**Question.** For stretched H$_2$ one geminal is exact. What does a number-projected BCS trial cost in AFQMC, and when does it beat RHF or a determinant expansion?

**Answer.**

**Formulas.** Take $|T\rangle\propto(\sum F_{pq}a^\dagger_{p\uparrow}a^\dagger_{q\downarrow})^n|0\rangle$ and a walker with $M\times n$ orbital matrices $\Phi_\sigma$. Cauchy–Binet gives $\langle T|\phi\rangle\propto\det A$, $A=\Phi_\uparrow^TF^*\Phi_\downarrow$. Since $1+\epsilon a^\dagger_pa_q$ maps $\Phi_\sigma\to(1+\epsilon|p\rangle\langle q|)\Phi_\sigma$, mixed averages are derivatives of $\det A$. With $K=\Phi_\downarrow A^{-1}\Phi_\uparrow^T$,
$$G^\uparrow_{pq}=\langle a^\dagger_{p\uparrow}a_{q\uparrow}\rangle=(F^*K)_{pq},\qquad G^\downarrow_{rs}=(KF^*)_{sr},$$
$$\langle a^\dagger_{p\uparrow}a_{q\uparrow}a^\dagger_{r\downarrow}a_{s\downarrow}\rangle=G^\uparrow_{pq}G^\downarrow_{rs}+(F^*-F^*KF^*)_{pr}K_{sq}.$$
Same-spin averages obey plain Wick factorisation.

**Work** (multiplications, dense code, $X$ Cholesky matrices $L$). A determinant is fixed, so $L$ is pre-rotated into its orbitals: $D$ closed-shell determinants, treated separately, cost $2DXMn^2$ per energy, $DXMn$ per force bias (both spins summed before contraction, as for the geminal) and $XM^2+DXMn$ memory. For the geminal, exchange needs $P=(F^*\Phi_\downarrow A^{-1})^TL\Phi_\uparrow$ and $Q=\Phi_\uparrow^TF^*L\Phi_\downarrow A^{-1}$, walker-dependent on both sides: $2XMn(M+n)$, a factor $1+M/n$ over RHF; force bias and memory are $XM^2$. The pairing term, $\mathrm{tr}(WK)-\sum_L\mathrm{tr}P^TQ$ with stored $W=\sum_LL^TF^*L$, adds little. Each step also costs $XM^2+2kM^2n$ for $k$ matrix applications per spin. With $M=2n$, assumed $X=6M$, $k=6$, and $s$ steps per sample, in units of $XM^2$:
$$C_D=Dn+s(2+D/2),\qquad C_{\rm gem}=3n+3s.$$
Green's-function set-up, under a tenth of a step for RHF, about a sixth for the geminal and at most about two fifths for a long expansion, is dropped, as is finding $F$.

**Model.** Take $n$ separated Hubbard dimers, assumed $t=4$ eV, $U=12$ eV, chosen to give the roughly 2 eV correlation energy typical of minimal-basis H$_2$ near 1.4 Å. In $\{\sigma_g^2,\sigma_u^2\}$, $H_{gg}=U/2-2t=-2$, $H_{uu}=14$, $H_{gu}=6$ eV, so $E_0=-4$ eV, the gap is 20 eV, and the ground state is $\sigma_g^2-\tfrac13\sigma_u^2$. Walkers keep one electron per spin on each dimer, so $A$ is diagonal and the trial with pairs $\sigma_g^2-\rho\sigma_u^2$ acts as a geminal product, equal to $D=2^n$ determinants.

Real spin fields give site amplitudes $(e^{y},e^{-y})_\uparrow$, $(e^{-y},e^{y})_\downarrow$ and overlap $h_\rho=(1+\rho)w+1-\rho>0$, $w=\cosh2y$: no sign problem. For $\Delta\tau\to0$ the walker density obeys
$$\partial_\tau f=\tfrac U4f''+t(f\sinh2y)'+(2tw-U)f,$$
solved by $f=e^{-2tw/U}(w+\tfrac12)e^{-E_0\tau}$. The local energy is $E_L-E_0=(2-6\rho)(4-2w)/h_\rho$ eV, and
$$\sigma^2=\int fh_\rho(E_L-E_0)^2dy\Big/\int fh_\rho\,dy$$
vanishes as $(\rho-\tfrac13)^2$. $N$ independent samples give the bar $\varepsilon=\sqrt{n\sigma^2/N}$ on the total energy, so cost is $nC\sigma^2/\varepsilon^2$.

Assume $n=4$, $\Delta\tau=0.005$ eV$^{-1}$, $s=30$ (three relaxation times of the gap; residual correlation 0.05, ignored) and $N\ge100$. The bias column is the time-step deviation from $4E_0$, from the dominant eigenvector of the $2\times2$ split propagator, hopping halves outside. Memory, $C$, costs and budgets are in $XM^2$.

| Trial | $\sigma^2$ (eV²) | Memory | $C$ | Bias (meV) | Cost, 0.3 eV | Cost, 0.01 eV | Bar (eV), budget $2\times10^4$ | Bar (eV), budget $10^6$ |
|---|---|---|---|---|---|---|---|---|
| RHF, $\rho=0$ | 2.03 | 1.5 | 79 | 3.6 | $7.9\times10^3$ | $6.4\times10^6$ | 0.18 | 0.025 |
| geminal, $\rho=1/3$ | 0 | 1 | 102 | 0 | $1.0\times10^4$ | $1.0\times10^4$ | 0 | 0 |
| geminal, $\rho=0.30$ | 0.0167 | 1 | 102 | 0.3 | $1.0\times10^4$ | $6.8\times10^4$ | 0.018 | 0.0026 |
| 16 determinants, $\rho=0.30$ | 0.0167 | 9 | 364 | 0.3 | $3.6\times10^4$ | $2.4\times10^5$ | $N<100$ | 0.0049 |
| geminal, $\rho=1$ (covalent limit) | 4.66 | 1 | 102 | $-5.4$ | $2.1\times10^4$ | $1.9\times10^7$ | 0.31 | 0.044 |

**Choice.**

- At 0.3 eV, RHF and a good geminal both sit at the sample floor; RHF is cheaper by a factor 1.29, which the dropped set-up would widen.
- At 0.01 eV the geminal is cheapest. Even with $\rho$ 10% low it undercuts RHF by $0.9\times10^2$ and the equivalent expansion by 3.6, a factor reaching $2.1\times10^2$ at $n=10$.
- Inside both budgets a good geminal gives the smallest bar; the covalent-limit one loses to RHF, because $C\sigma^2$ decides.

These numbers are the model's. Complex charge fields add a phaseless bias not computed here, zero for an exact trial, and hopping between molecules exposes the geminal power's charge-transfer terms, ending its exactness for $n>1$.